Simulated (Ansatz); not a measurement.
## A series in volume per atom on Si

Equation of state of a cubic crystal from periodic Kohn-Sham density functional theory without spin; pressure corrected for the finite basis. The results are calculated, by Ansatz 0.2.0 development build.

Cell of the first row (space group Fd-3m, No. 227):
```
cell vectors (Å)
   0.0000     2.6793     2.6793
   2.6793     0.0000     2.6793
   2.6793     2.6793     0.0000
atoms (fractions of the cell vectors)
Si  0.00000  0.00000  0.00000
Si  0.25000  0.25000  0.25000
```

Settings of every row: formula Si; structure type diamond; functional PBE; spin treatment none; k mesh 34x34x34; occupation method fermi-dirac; occupation width 0.061225619 eV; wave cutoff 420 eV; datasets soft-1 PAW; density cutoff ratio 4.

```csv
row,volume per atom (Å³),energy above lowest point (meV/atom),pressure (GPa)
1,19.233,?,?
2,19.642,9.67,3.941
3,20.052,2.31,1.857
4,20.461,0,-0.017
5,20.87,2.23,-1.702
6,21.279,8.55,-3.215
7,21.688,18.52,-4.572
```

Question: what energy above lowest point and pressure should row 1 give?

Worked fit of energy above lowest point. Take u = (V_r/V)^(2/3) − 1 with V_r = 20.666 Å³ an atom, which is twice the finite (Eulerian) strain; such expansions in the strain, on which the Birch-Murnaghan equation of state is built, carry the rest volume and the bulk modulus. The shown rows have u = 0.03446, 0.02031, 0.00667, -0.00653, -0.0193, -0.03167. Least squares give energy above lowest point = 0.584 − 170.9 × u + 12547.5 × u² + 1874 × u³ meV/atom; a parabola predicts inner rows, each left out in turn, worse (root mean square 0.023 against 0.012 meV/atom). The rows lie off it by 0.00, 0.01, 0.00, 0.00, 0.01, 0.00. Its lowest point lies at u = 0.0068, or V = 20.46 Å³ an atom, and the curvature there gives the bulk modulus at fixed shape and fractions, B = (4/9)(1 + u)² E″(u)/V = 88.8 GPa. The withheld row has u = 0.04907, so the fit gives 0.584 − 170.9 × (0.04907) + 12547.5 × (0.04907)² + 1874 × (0.04907)³ = 22.63 meV/atom.

The calculation gave 22.64 meV/atom. The fit lies 0.01 meV/atom (0.044 % of the column's range) below it, one unit of the last digit. This row lies beyond the range of the fit.

Worked fit of pressure. Take u = (V_r/V)^(2/3) − 1 with V_r = 20.666 Å³ an atom, which is twice the finite (Eulerian) strain; such expansions in the strain, on which the Birch-Murnaghan equation of state is built, carry the rest volume and the bulk modulus. The shown rows have u = 0.03446, 0.02031, 0.00667, -0.00653, -0.0193, -0.03167. Least squares give pressure = −0.8837 + 127.721 × u + 356.3 × u² GPa; a straight line predicts inner rows, each left out in turn, worse (root mean square 0.15 against 0.0012 GPa). The rows lie off it by 0.000, 0.000, -0.001, 0.001, 0.001, -0.001. The pressure vanishes at u = 0.0068, or V = 20.46 Å³ an atom, and there the bulk modulus at fixed shape and fractions is B = −V dP/dV = (2/3)(1 + u) dP/du = 89 GPa. The withheld row has u = 0.04907, so the fit gives −0.8837 + 127.721 × (0.04907) + 356.3 × (0.04907)² = 6.241 GPa.

The calculation gave 6.257 GPa. The fit lies 0.016 GPa (0.15 % of the column's range) below it; its largest miss of a shown row is 0.001 GPa. This row lies beyond the range of the fit.
